Cusp and cutoff conditions for the polynomial Jastrow term, compared across electron gases

A quantum Monte Carlo calculation starts from a trial wavefunction, commonly Ψ = exp(J) D↑ D↓, where D↑ and D↓ are Slater determinants and J contains a sum of u(r) over all electron pairs at separation r. The program moves the electrons at random with probability |Ψ|² and averages the local energy E_L = HΨ/Ψ. Since H contains second derivatives, any roughness of u appears in E_L. A widely used pair function (Drummond, Towler and Needs, 2004) is

u(r) = (r − L)^C θ(L − r) P(r), with P(r) = Σ α_l r^l (l = 0, 1, 2, …).

Here θ is the unit step, L the cutoff length and C a positive integer; u is dimensionless.

The cusp at r = 0

Take electrons of mass m in a medium of permittivity ε, and define a = 4πεħ²/(me²), the Bohr radius for free electrons. The relative motion of a pair has reduced mass m/2, so its kinetic operator is −(ħ²/m)∇². For opposite spins the determinants are generally nonzero at contact. With u ≈ u(0) + Γr, the Laplacian of exp(u) divided by exp(u) diverges as 2Γ/r. Cancelling the repulsion e²/(4πεr) = ħ²/(mar) requires Γ = 1/(2a). For equal spins the determinant vanishes linearly in r, the divergent term becomes 4Γ/r, and Γ = 1/(4a). These are Kato's cusp conditions.

The product rule gives u′(0) = C(−L)^(C−1) α₀ + (−L)^C α₁, because higher powers have no slope at the origin. Setting u′(0) = Γ yields

α₁ = Γ/(−L)^C + Cα₀/L.

So α₁ is not free. Its second term compensates for the slope that the cutoff factor gives to α₀.

Smoothness at r = L

Just inside the cutoff u ≈ P(L)(r − L)^C, and outside u = 0. The first C − 1 derivatives vanish on both sides, and the C-th falls from C! P(L) to zero. The kinetic local energy is −ħ²/(2m) times the sum over electrons of ∇²J + |∇J|² + 2∇J·∇ln|D| + ∇²D/D, with D = D↑D↓. Only ∇²J holds u″, and each electron of the pair contributes u″ + 2u′/r, so E_L contains −(ħ²/m)u″. For P(L) ≠ 0 three cases follow.

C = 1. The slope drops from P(L) to zero, so u″ contains −P(L)δ(r − L) and E_L contains +(ħ²/m)P(L)δ(r − L). A random walk lands on r = L with probability zero and omits this term, although its average is finite. Each electron owns half of its pairs, so at density n the omitted energy per electron is Δ₁ = 2πnL²g(L)(ħ²/m)P(L), suitably averaged over spin channels, with g the pair distribution function. For P(L) > 0 the sampled energy is too low and is no longer a variational bound. The estimator (ħ²/2m)|∇ln|Ψ||² has no such omission, so a mismatch between the two kinetic estimators exposes the fault.

C = 2. The slope is continuous and there is no delta function, so the average is unbiased. E_L inside minus E_L outside equals Δ₂ = −2(ħ²/m)P(L). For fixed electron positions E_L is then discontinuous in L, which hampers optimising the cutoff.

C = 3. E_L is continuous. Its slope with respect to r, inside minus outside, is −6(ħ²/m)P(L), of magnitude Δ₃.

The simulation cell

Take N = 54 unpolarised electrons in a periodic face-centred cubic (fcc) cell, where the 27 plane waves per spin fill closed shells. The density parameter rs is defined by 1/n = (4π/3)(rs a)³, and the cell volume is V = N/n. The inradius of the Wigner-Seitz cell is half the shortest lattice vector, (4V)^(1/3)/(2√2), and setting L equal to it gives L = 3.420 rs a. This is the largest L for which at most one periodic image of a partner lies within range. With a larger L and nearest-image distances, the gradient of u would jump on the cell faces.

A model for the coefficients

In practice the α_l are optimised. To obtain numbers, assume instead

u(r) = −(A/r)(1 − exp(−r/F))(1 − r/L)^C for r < L,

with A = e²/(4πεħω_p) and ω_p² = ne²/(εm), the long-range strength given by the random-phase approximation, taken as an input. This has the polynomial form, P being the everywhere convergent power series of −(A/r)(1 − exp(−r/F))/(−L)^C, so (−L)^C α₀ = −A/F and (−L)^C α₁ = A/(2F²). The cusp relation becomes A/(2F²) + CA/(FL) = Γ, a quadratic with positive root

y = L/F = √(C² + 2ΓL²/A) − C,

and P(L) = A(1 − exp(−y))/(−L)^(C+1).

For free electrons at rs = 4, L = 0.724 nm, ħω_p = 5.89 eV (1 eV = 1.602×10⁻¹⁹ J) and A = 0.244 nm. For opposite spins Γ = 9.45 nm⁻¹, and C = 2 gives y = 4.67, F = 0.155 nm, u(0) = −1.58 and α₀ = −3.01 nm⁻². Then α₁ = (18.0 − 8.3) nm⁻³ = 9.7 nm⁻³. Dropping the α₀ term would make the cusp 46 per cent too steep and leave a 1/r divergence in E_L.

Comparison

The semiconductor rows use a single parabolic band with typical inputs m = m*·m_e and ε = ε_r·ε₀: m* = 0.20, ε_r = 9.5 for GaN and m* = 0.067, ε_r = 12.9 for GaAs. Γ, Δ₂ and Δ₃ refer to opposite spins. Δ₁ averages the two spin channels equally with g(L) = 1, an assumption that warrants two figures at best.

system | rs | n (m⁻³) | L (nm) | Γ (nm⁻¹) | Δ₁ (eV) | Δ₂ (meV) | Δ₃ (meV/nm)
free | 2 | 2.01×10²⁹ | 0.362 | 9.45 | 8.1 | 271 | 2.20×10³
free | 4 | 2.52×10²⁸ | 0.724 | 9.45 | 2.9 | 97.3 | 400
free | 8 | 3.15×10²⁷ | 1.45 | 9.45 | 1.0 | 34.6 | 71.5
GaN inputs | 4 | 2.35×10²³ | 34.4 | 0.199 | 0.0064 | 0.216 | 0.0187
GaAs inputs | 4 | 3.53×10²¹ | 139 | 0.0491 | 0.0012 | 0.0392 | 8.36×10⁻⁴

Reading the trends

The cusp does not depend on density. Γ is fixed by the two-body problem at contact and changes only with a = (ε_r/m*)a₀, where a₀ is the Bohr radius.

For C = 1 the area 4πL² of the cutoff sphere cancels the 1/L² in P(L). Since A = mω_p/(4πnħ), the omitted energy is Δ₁ = (ħω_p/2)⟨1 − exp(−y)⟩, where the bracket is the spin average. A larger cell does not cure it: y grows and Δ₁ tends to ħω_p/2. At rs = 4 the model's 2.9 eV exceeds the kinetic energy per electron of the infinite non-interacting gas, (3/10)ħ²k_F²/m = 1.88 eV with k_F = (3π²n)^(1/3). As ħω_p scales as rs^(−3/2) and the kinetic energy as rs^(−2), the relative damage grows roughly as √rs.

For C = 2, L³ = V/(4√2) in the fcc cell, which gives Δ₂ = [2√2/(πN)] ħω_p (1 − exp(−y)). The prefactor is 0.0167 for N = 54 and falls as 1/N, because the curvature at the cutoff scales as A/L³. Going from rs = 2 to rs = 4 lowers ħω_p by a factor of 2.83 but Δ₂ by 2.79. The difference comes from 1 − exp(−y), which rises from 0.976 to 0.991 because ΓL²/A grows as √rs. A simple cubic cell of equal volume has L = 3.046 rs a and prefactor 4/(πN), larger by √2, one reason to prefer the more nearly spherical fcc cell.

For C = 3 there is one more power of 1/L, so Δ₃ scales as rs^(−5/2) and N^(−4/3), up to the same slowly varying factor.

At fixed rs, N and C, y is a pure number, the same for every material. Lengths scale with ε_r/m*, energies with m*/ε_r², and Δ₃ with m*²/ε_r³. The last two rows are thus the rs = 4 row in other units, and Δ₂ for the GaN inputs is 5.50 times Δ₂ for the GaAs inputs. The small absolute values bring no relief, because every other energy of the carrier gas shrinks by the same factor.

All Δ values belong to the model trial function and are not observable properties of a material. An optimised polynomial has its own P(L), and if P(L) = 0 the function behaves as if C were at least one higher. The semiconductor rows also assume a uniform positive background. At rs = 4, n^(1/3)a = 0.155 lies below the typical Mott value of about 0.25, so in a uniformly doped crystal at low temperature these carriers would be bound to donors and would not form a uniform gas.